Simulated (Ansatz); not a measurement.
## A series in volume scale on Li₂Si

Results calculated with Ansatz 0.2.0, not measured. Free energy against uniform scaling of the volume at fixed shape and fractions; periodic cell, basis, potentials, k mesh and filling as listed.

The cell before it is scaled or strained (space group R-3m, No. 166):
```
CELL_PARAMETERS angstrom
2.17820 1.25760 6.15280
-2.17820 1.25760 6.15280
0.00000 -2.51510 6.15280
ATOMIC_POSITIONS crystal
Li 0.35900 0.35900 0.35900
Li 0.64100 0.64100 0.64100
Li 0.79495 0.79495 0.79495
Li 0.20505 0.20505 0.20505
Si 0.06147 0.06147 0.06147
Si 0.93853 0.93853 0.93853
```

Settings of every row: functional PBEsol; dispersion none; potentials PAW; wave cutoff 500 eV; density cutoff 2000 eV; k mesh 6x6x6; k shift 0x0x0; occupations methfessel paxton; smearing width 0.1 eV; spin none.

Limits: coarse k mesh, up to 40 meV an atom off; the cell comes from a prototype or a list of computed structures and needn't be the stable phase.

```
row  volume scale  V (Å³/atom)  energy above lowest point (meV/atom)
  1        0.9406       15.853                                   3.1
  2        0.9703       16.353                                     0
  3             1       16.854                                   0.8
  4        1.0297       17.355                                     ?
  5        1.0594       17.855                                  12.1
```

Question: what energy above lowest point should row 4 give?

Worked fit of energy above lowest point. Take u = (V_r/V)^(2/3) − 1 with V_r = 16.604 Å³ an atom, which is twice the finite (Eulerian) strain; such expansions in the strain, on which the Birch-Murnaghan equation of state is built, carry the rest volume and the bulk modulus. The shown rows have u = 0.03134, 0.01021, -0.00991, -0.04727. Least squares give energy above lowest point = −0.06 − 41.9 × u + 4553 × u² meV/atom; a straight line predicts inner rows, each left out in turn, worse (root mean square 4.4 against 0.018 meV/atom). All shown rows lie on it to the printed digit. Its lowest point lies at u = 0.0046, or V = 16.49 Å³ an atom, and the curvature there gives the bulk modulus at fixed shape and fractions, B = (4/9)(1 + u)² E″(u)/V = 39.7 GPa. Letting shape and atoms relax would as a rule lower it, by much in layered, chain or molecular crystals. The withheld row has u = -0.02906, so the fit gives −0.06 − 41.9 × (-0.02906) + 4553 × (-0.02906)² = 5.0 meV/atom.

The calculation gave 5 meV/atom. The fit meets it to the printed digit.
